Q: I have PBE band levels for SnPb3O4 and would like HSE06 levels without paying for them at every k point. PBE makes the gap too small. Can I push the empty bands up and leave the filled ones alone?

Band levels of SnPb3O4 (8-atom litharge-type cell, space group Pmm2) from Ansatz 0.2.0, plane-wave PAW, 420 eV cutoff, no spin polarisation, r2SCAN+rVV10 geometry. The cheaper level is PBE (6×4×6 k mesh), the costlier one HSE06 (4×2×4). Energies are counted from each calculation's own valence top; v1 is the highest filled band and c1 the lowest empty one.

| point name | band v2, cheaper level (eV) | band v1, cheaper level (eV) | band c1, cheaper level (eV) | band c2, cheaper level (eV) | band v2, costlier level (eV) | band v1, costlier level (eV) | band c1, costlier level (eV) | band c2, costlier level (eV) |
| --- | --- | --- | --- | --- | --- | --- | --- | --- |
| Gamma | -2.046 | -0.051 | 2.210 | 3.153 | -2.353 | -0.021 | 3.022 | 3.943 |
| X | -1.458 | -1.369 | 0.781 | 0.795 | -2.013 | -1.503 | 1.375 | 1.389 |
| S | -1.791 | -1.429 | 2.010 | 2.046 | -2.257 | -1.633 | 2.671 | 2.711 |
| Y | -0.806 | -0.008 | 3.077 | 3.115 | -0.968 | -0.020 | 3.889 | 3.893 |
| Z | -1.495 | -0.980 | 1.678 | 2.793 | -1.880 | -1.186 | 2.438 | 3.534 |
| U | -1.460 | -0.850 | 2.775 | 2.795 | -1.884 | -1.034 | 3.501 | 3.561 |
| R | -1.918 | -0.968 | 2.968 | 2.973 | -2.325 | -1.129 | 3.721 | 3.739 |
| T | -1.455 | -0.879 | 1.816 | 1.959 | -1.833 | -1.066 | 2.460 | 2.614 |

A: Take that as the first limiting case. In the table, v1 and v2 are the highest and second highest filled bands at a k point, and c1 and c2 are the lowest and second lowest empty ones. The cell is a hypothetical ordering of tin and lead in the litharge structure, and its stability is untested. Each calculation counts energy from its own valence top, which lies between Γ and Y, so no v1 is exactly zero. For HSE06 that top is read at the k point where PBE has it. The lowest empty level is at X and rises from 0.781 to 1.375 eV. A rigid push would therefore lift every empty level by about 0.59 eV and move no filled one.

Q: Do the empty bands obey it?

A: In one respect. The push varies with the k point: c1 rises by 0.59 eV at X but by 0.81 eV at Γ and Y. Yet at any one point c1 and c2 rise almost together, and their separation never changes by more than 0.04 eV. That is so at X, where they nearly coincide, and also at Γ, where they lie almost 1 eV apart.

Q: And the filled bands?

A: They don't stay put, and they don't keep their separation either. The two top filled bands draw apart at all eight points, by 0.15 eV at Y and by 0.42 eV at X. So the rigid picture fails for them, and the next simplest picture is a stretch. In that limit HSE06 multiplies every depth below the valence top at a given k point by one common factor.

Q: How would I test a stretch without adjusting anything?

A: Let each k point supply its own factor. Divide the mean depth of v1 and v2 in HSE06 by their mean depth in PBE. If both depths grow by that factor, their separation must grow by it too. The mean is then matched by construction, so only the separation is a test.

Q: Can you work it out for X?

A: In PBE the two levels lie 1.369 and 1.458 eV below the top, which gives a mean of 1.41 eV. In HSE06 they lie at 1.503 and 2.013 eV, which gives 1.76 eV.

The factor is the ratio of these means, about 1.24. The PBE separation of 0.089 eV should therefore grow to 0.11 eV. HSE06 gives 0.51 eV, which is 0.40 eV more than the stretch allows.

Q: Is X the only point that breaks the pattern?

A: It is the clearest break. S shows a weaker one, with a separation 0.19 eV above the estimate. At the other six points the estimate is within 0.08 eV of HSE06, as the printed output below shows row by row. Two of those six are no real test: at Γ and Y, v1 lies almost at the valence top, so the separation is nearly twice the mean depth and is matched along with it. The estimate also magnifies breaks where a pair starts close, since a small separation times the factor stays small. In plain opening, S (0.262 eV) is hardly different from R (0.246 eV) and U (0.24 eV), while X (0.421 eV) remains the largest. The mean depth at X grows by an ordinary factor, so the pair as a whole sits where it should. What is unusual is how far its two members part.

Q: The bands are numbered by energy. Perhaps they merely changed places at X?

A: They may have, but that wouldn't remove the break. Follow each PBE state to one HSE06 state. Only one HSE06 level at X lies above v2, so at least one of the two PBE states must have ended at v2 or lower. That state fell by at least 0.55 eV relative to the valence top. If the two did swap, the contrast becomes larger: one fell by 0.64 eV and the other by only 0.05 eV.

Q: Why does it matter so much that they started close together?

A: Because it gives a sharp limiting case. Suppose the correction depended smoothly on a level's PBE energy and on nothing else. Two levels at the same energy would then receive the same correction, and a nearly degenerate pair would stay nearly degenerate.

The table contradicts this even between different k points. The second filled bands at T and X start within 0.003 eV of each other in PBE. Relative to the valence top, HSE06 lowers the one at T by 0.38 eV and the one at X by 0.55 eV. Energy alone doesn't determine the correction, so something else about the state must matter.

Q: What else is there?

A: The shape of the orbital. In PBE an electron partly repels its own charge cloud, because the approximate exchange doesn't fully cancel that spurious repulsion. The error is larger for a compact cloud than for a spread-out one, and it pushes compact filled states too high. HSE06 replaces part of the approximate exchange by exact exchange, which removes some of the error. Compact filled states therefore come down further than diffuse ones.

Q: Which states are compact in this crystal?

A: Chiefly those made of oxygen 2p orbitals. The top of the filled bands in oxides of divalent tin and lead has a different make-up. There the filled s orbital of the cation mixes out of phase with oxygen 2p, and some cation p joins in, which gives the lone pair that points away from the oxygen atoms. Such a state may be corrected less, but that isn't shown here, and it is still expected to be largely oxygen 2p. If it is corrected less, then, since the energies are counted from the valence top, a state richer in oxygen 2p appears to sink.

Q: So at X one state is rich in oxygen and the other is a lone pair?

A: That is my reading, and it is untested. The levels show that HSE06 treats the two states differently; the orbital make-up is an inference from how exact exchange acts. Projecting both PBE states onto the atoms would decide it. The reading predicts a clearly larger oxygen 2p share in the state that sinks. A rival reading is that both states are lone pairs, one centred on tin and the other on lead; the same projection would show that.

Q: If make-up is what counts, why does the stretch work at most other points?

A: It works less well than it seems, because the drop follows the band more than the depth. At S, v1 lies 1.429 eV down and drops by 0.204 eV, while v2 at T, at 1.455 eV, drops by 0.378 eV. The deepest level, v2 at Γ, drops by only 0.307 eV. Y doesn't fit that rule: v2 there lies 0.806 eV down and drops by only 0.162 eV, much like v1 at U, which lies 0.850 eV down and drops by 0.184 eV. Away from Γ and Y, v1 drops by 0.134 to 0.206 eV and v2 by 0.378 to 0.555 eV. Since v2 is the deeper of the two, this resembles a stretch. It would fit two bands of different make-up, but exact exchange is also expected to widen a filled band of uniform make-up, and the levels alone can't separate the two effects.

At X, on this reading, the resemblance fails. Bands of different make-up disperse differently across the zone, so they can meet at the same energy. Where they meet, depth no longer tells them apart, but exact exchange still does. S has the next smallest PBE separation, 0.362 eV, which may be why the stretch also falls short there.

Q: The empty pair at X is even closer together. Why doesn't HSE06 part that one?

A: It is a comparison with limits. The two empty levels are 0.014 eV apart in PBE and 0.014 eV apart in HSE06. Near-degeneracy by itself, then, doesn't make a pair open. The cell is litharge doubled along b, and in pure litharge the glide symmetry and the folding are expected to join bands in pairs at X, S, Y, U, R and T. Those are the points where c1 and c2 lie close, while at Γ and Z they are about 1 eV apart. The two empty levels at X are then probably partners of nearly the same shape, split only by the tin, and should receive similar corrections.

One caution applies here. Spin–orbit coupling is absent at both levels, and it acts strongly on lead 6p. Including it could part these two empty levels. The comparison shows what exact exchange does to them, not how close they would lie with that coupling.

Q: The two calculations used different k meshes. Could that be the cause?

A: The HSE06 mesh is the coarser one and its convergence is untested, so I wouldn't lean on differences of a few hundredths of an electronvolt. The break at X is ten times the largest change in separation of any empty pair. That is some reassurance but no proof, since partners of that kind would share an error of the mesh; a finer HSE06 mesh would settle it. The atoms are the same in both calculations, so relaxation plays no part.

Q: What should I do with my PBE bands, then?

A: Decide first what you need from them. For the spacing between the two lowest empty bands at a given k point, PBE already agrees with HSE06 to 0.04 eV. For the height of the empty bands, one push taken from the gap leaves c1 too low by up to 0.22 eV. For the filled bands, the stretch was tested only with a factor taken from HSE06 at each point, between 1.132 and 1.263. The two bands need different corrections, and a common factor is furthest off at X, where they come close.

Q: And how would I recognise such a place in a related oxide?

A: Look for filled levels that nearly coincide in PBE, and then look at their orbitals. What follows holds only if my untested reading of X is right, so check it with HSE06 at that k point. If both have the same mixture of oxygen and cation, expect them to move together. If one is mostly oxygen 2p and the other carries much of the lone pair, expect HSE06 to pull them apart, with the oxygen-rich one going down. If the oxygen-rich one starts slightly higher, the two will first close up and may change order, so the PBE order of such a pair shouldn't be trusted.

Numerical output:

```
Two top filled bands (separations in eV):
    row  PBE separation  HSE06 separation  opening  growth of mean depth  estimated separation  HSE06 less estimate
  Gamma           1.995             2.332    0.337                 1.132                 2.259              0.07347
      X           0.089              0.51    0.421                 1.244                0.1107               0.3993
      S           0.362             0.624    0.262                 1.208                0.4373               0.1867
      Y           0.798             0.948     0.15                 1.214                0.9686             -0.02058
      Z           0.515             0.694    0.179                 1.239                 0.638              0.05602
      U            0.61              0.85     0.24                 1.263                0.7706              0.07945
      R            0.95             1.196    0.246                 1.197                 1.137              0.05903
      T           0.576             0.767    0.191                 1.242                0.7154              0.05157
Two lowest empty bands and shifts of single bands (eV):
    row  PBE separation  HSE06 separation  change of separation  shift of c1  shift of v1  shift of v2
  Gamma           0.943             0.921                -0.022        0.812         0.03       -0.307
      X           0.014             0.014                     0        0.594       -0.134       -0.555
      S           0.036              0.04                 0.004        0.661       -0.204       -0.466
      Y           0.038             0.004                -0.034        0.812       -0.012       -0.162
      Z           1.115             1.096                -0.019         0.76       -0.206       -0.385
      U            0.02              0.06                  0.04        0.726       -0.184       -0.424
      R           0.005             0.018                 0.013        0.753       -0.161       -0.407
      T           0.143             0.154                 0.011        0.644       -0.187       -0.378
HSE06 over PBE separation of the filled pair at X (ratio): 5.73
Largest opening of the filled pair at any point but X (eV): 0.337
Smallest opening of the filled pair at any point (eV): 0.15
Largest excess over the estimate at any point but X (eV): 0.1867
Smallest growth factor of the mean depth away from X: 1.132
Largest growth factor of the mean depth away from X: 1.263
Drop of the mean of the filled pair at X (eV): 0.3445
Least drop that one of the two filled states at X must have made (eV): 0.555
If the two states at X swapped order, drop of the one that ends on top (eV): 0.045
If the two states at X swapped order, drop of the one that ends below (eV): 0.644
Largest change of separation of the empty pair at any point, either sign (eV): 0.04
Spread of the rise of c1 over the eight points (eV): 0.218
```
